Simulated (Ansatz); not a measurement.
ZnAg: the change of pressure with volume scale

Results calculated with Ansatz 0.2.0, not measured. Periodic Kohn-Sham DFT of a crystal at fixed atoms, scaled to volume_scale times the given cell; pressure positive in compression, energy less spherical unpolarised free atoms, largest_vzz the field gradient of largest size among the nuclei.

The cell before it is scaled or strained (space group Pm-3m, No. 221):
```
ZnAg
1.0
      3.1560     0.0000     0.0000
      0.0000     3.1560     0.0000
      0.0000     0.0000     3.1560
Zn Ag
1 1
Direct
  0.50000 0.50000 0.50000
  0.00000 0.00000 0.00000
```

Settings of every row: method all-electron PAW; functional LDA; relativity scalar; k mesh 12x12x12; filling fermi-dirac; smearing width 0.03 eV; nucleus gaussian.

Atom start moment: 0 on all atoms.

| row | volume scale | V (Å³/atom) | pressure (GPa) |
| --- | --- | --- | --- |
| 1 | 0.94 | 14.774 | -1.672 |
| 2 | 0.96 | 15.089 | -4.106 |
| 3 | 0.98 | 15.403 | -6.225 |
| 4 | 0.99 | 15.56 | -7.178 |
| 5 | 1 | 15.717 | -8.066 |
| 6 | 1.01 | 15.875 | ? |
| 7 | 1.02 | 16.032 | -9.657 |
| 8 | 1.04 | 16.346 | -11.033 |
| 9 | 1.06 | 16.66 | -12.215 |

Question: what pressure should row 6 give?

Worked fit of pressure. Take u = (V_r/V)^(2/3) − 1 with V_r = 15.639 Å³ an atom, which is twice the finite (Eulerian) strain; such expansions in the strain, on which the Birch-Murnaghan equation of state is built, carry the rest volume and the bulk modulus. The shown rows have u = 0.03866, 0.02415, 0.01019, 0.00338, -0.00331, -0.01641, -0.02905, -0.04129. Least squares give pressure = −7.6304 + 132.4 × u + 541.12 × u² + 561 × u³ GPa; a parabola predicts inner rows, each left out in turn, worse (root mean square 0.0093 against 0.0038 GPa). The rows lie off it by -0.001, 0.003, -0.001, -0.001, -0.003, 0.003, 0.001, -0.001. The withheld row has u = -0.00994, so the fit gives −7.6304 + 132.4 × (-0.00994) + 541.12 × (-0.00994)² + 561 × (-0.00994)³ = -8.894 GPa.

The calculation gave -8.888 GPa. The fit lies 0.006 GPa (0.057 % of the column's range) below it; its largest miss of a shown row is 0.003 GPa.
